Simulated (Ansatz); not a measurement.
## Ca₅Mg: energy above lowest point and pressure against volume scale

Free energy against uniform scaling of the volume at fixed shape and fractions; periodic cell, basis, potentials, k mesh and filling as listed. The results are calculated, by Ansatz 0.2.0.

The cell before it is scaled or strained (space group P-62m, No. 189):
```
cell vectors (Å)
   6.6066     0.0000     0.0000
  -3.3033     5.7215     0.0000
   0.0000     0.0000     6.2103
atoms (fractions of the cell vectors)
Ca  0.67811  0.00000  0.50000
Ca  0.32189  0.32189  0.50000
Ca  0.00000  0.67811  0.50000
Ca  0.66667  0.33333  0.00000
Ca  0.33333  0.66667  0.00000
Mg  0.00000  0.00000  0.00000
```

Settings of every row: functional PBEsol; dispersion none; potentials PAW; wave cutoff 420 eV; density cutoff 1680 eV; k mesh 4x4x4; k shift 0x0x0; occupations cold; smearing width 0.1 eV; spin none.

Limits: coarse k mesh, up to 40 meV an atom off; the cell comes from a prototype or a list of computed structures and needn't be the stable phase.

```
row  volume scale  V (Å³/atom)  energy above lowest point (meV/atom)  pressure (GPa)
  1          0.88        34.43                                  12.1            1.64
  2          0.92       35.995                                   1.4            0.59
  3          0.96        37.56                                     0           -0.28
  4             1       39.125                                   6.4              -1
  5          1.04        40.69                                     ?               ?
  6          1.08       42.255                                  37.3           -2.09
  7          1.12       43.819                                  59.7           -2.49
```

Question: what energy above lowest point and pressure should row 5 give?

Worked fit of energy above lowest point. Take u = (V_r/V)^(2/3) − 1 with V_r = 38.343 Å³ an atom, which is twice the finite (Eulerian) strain; such expansions in the strain, on which the Birch-Murnaghan equation of state is built, carry the rest volume and the bulk modulus. The shown rows have u = 0.0744, 0.04303, 0.01385, -0.01337, -0.06271, -0.08515. Least squares give energy above lowest point = 2.34 − 237.1 × u + 5034 × u² − 1111 × u³ meV/atom; a parabola predicts inner rows, each left out in turn, worse (root mean square 0.17 against 0.049 meV/atom). All shown rows lie on it to the printed digit. Its lowest point lies at u = 0.0237, or V = 37.02 Å³ an atom, and the curvature there gives the bulk modulus at fixed shape and fractions, B = (4/9)(1 + u)² E″(u)/V = 20 GPa. Letting shape and atoms relax would as a rule lower it, by much in layered, chain or molecular crystals. The withheld row has u = -0.03883, so the fit gives 2.34 − 237.1 × (-0.03883) + 5034 × (-0.03883)² − 1111 × (-0.03883)³ = 19.2 meV/atom.

The calculation gave 19.2 meV/atom. The fit meets it to the printed digit.

Worked fit of pressure. Take u = (V_r/V)^(2/3) − 1 with V_r = 38.343 Å³ an atom, which is twice the finite (Eulerian) strain; such expansions in the strain, on which the Birch-Murnaghan equation of state is built, carry the rest volume and the bulk modulus. The shown rows have u = 0.0744, 0.04303, 0.01385, -0.01337, -0.06271, -0.08515. Least squares give pressure = −0.658 + 26.51 × u + 58.6 × u² GPa; a straight line predicts inner rows, each left out in turn, worse (root mean square 0.15 against 0.0019 GPa). All shown rows lie on it to the printed digit. The pressure vanishes at u = 0.0236, or V = 37.03 Å³ an atom, and there the bulk modulus at fixed shape and fractions is B = −V dP/dV = (2/3)(1 + u) dP/du = 20 GPa. Letting shape and atoms relax would as a rule lower it, by much in layered, chain or molecular crystals. The withheld row has u = -0.03883, so the fit gives −0.658 + 26.51 × (-0.03883) + 58.6 × (-0.03883)² = -1.60 GPa.

The calculation gave -1.6 GPa. The fit meets it to the printed digit.
